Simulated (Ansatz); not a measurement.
Ta: phonon entropy and phonon heat capacity against temperature

All results are calculated (Ansatz 0.2.0). Harmonic vibrational free energy, entropy and heat capacity at constant volume, per atom, from the force constants of a q mesh, imaginary modes left out; plane waves with PAW datasets, Gamma-centred k mesh.

Structure of every row (space group Im-3m, No. 229):
```
cell vectors (Å)
  -1.6419     1.6419     1.6419
   1.6419    -1.6419     1.6419
   1.6419     1.6419    -1.6419
atoms (fractions of the cell vectors)
Ta  0.00000  0.00000  0.00000
```

Settings of every row: functional PBEsol; dispersion none; spin none; wave cutoff 420 eV; k mesh 20x20x20; occupations fermi dirac; smearing width 0.15 eV; pressure 0 GPa; phonon method linear response; q mesh 2x2x2.

Limits: coarse q mesh; levels loosely converged; metal sensitive to the k mesh; no spin-orbit coupling, which can matter with elements this heavy.

```
row  temperature (K)  phonon entropy (kB/atom)  phonon heat capacity (kB/atom)  phonon free energy (meV/atom)
  1              200                     3.509                           2.796                           -5.2
  2              300                     4.668                           2.907                          -40.7
  3              400                         ?                               ?                              ?
  4              500                     6.171                           2.966                         -135.2
  5              600                     6.713                           2.976                         -190.7
  6              700                     7.172                           2.982                         -250.6
  7              800                      7.57                           2.987                         -314.2
  8              900                     7.922                           2.989                         -380.9
  9             1000                     8.237                           2.991                         -450.6
```

Question: what phonon entropy and phonon heat capacity should row 3 give?

Worked fit of phonon entropy. Entropy rises as the heat capacity times the change of ln T, so take t = ln(T / 300 K). The shown rows have t = -0.4055, 0, 0.5108, 0.6931, 0.8473, 0.9808, 1.0986, 1.204. Least squares give phonon entropy = 4.675 + 2.90315 × t + 0.04816 × t² kB/atom; a straight line predicts inner rows, each left out in turn, worse (root mean square 0.012 against 0.0049 kB/atom). The rows lie off it by 0.003, -0.007, 0.001, 0.003, 0.003, 0.001, -0.001, -0.003 (root mean square 0.0033 kB/atom), a smooth pattern that one more power would take up: the form is only approximate. The slope at t = 0, 2.9 kB/atom, estimates the heat capacity at 300 K. The withheld row has t = 0.2877, so the fit gives 4.675 + 2.90315 × (0.2877) + 0.04816 × (0.2877)² = 5.514 kB/atom.

The calculation gave 5.511 kB/atom. The fit lies 0.003 kB/atom (0.063 % of the column's range) above it; its largest miss of a shown row is 0.007 kB/atom.

Worked fit of phonon heat capacity. At high temperature a harmonic heat capacity falls short of its limit by a term in 1/T², so take t = (100 K / T)². The shown rows have t = 0.25, 0.11111, 0.04, 0.02778, 0.02041, 0.01562, 0.01235, 0.01. Least squares give phonon heat capacity = 2.9996 − 0.8483 × t + 0.136 × t² kB/atom; a straight line predicts inner rows, each left out in turn, worse (root mean square 0.00085 against 0.00037 kB/atom). The rows lie off it by 0.000, 0.000, 0.000, 0.000, 0.000, 0.001, 0.000, 0.000. The constant, 2.9996 kB/atom, is to be held against the harmonic limit of 3 k_B an atom. The withheld row has t = 0.0625, so the fit gives 2.9996 − 0.8483 × (0.0625) + 0.136 × (0.0625)² = 2.947 kB/atom.

The calculation gave 2.947 kB/atom. The fit meets it to the printed digit.

The other values of row 3: phonon free energy -84.7 meV/atom.
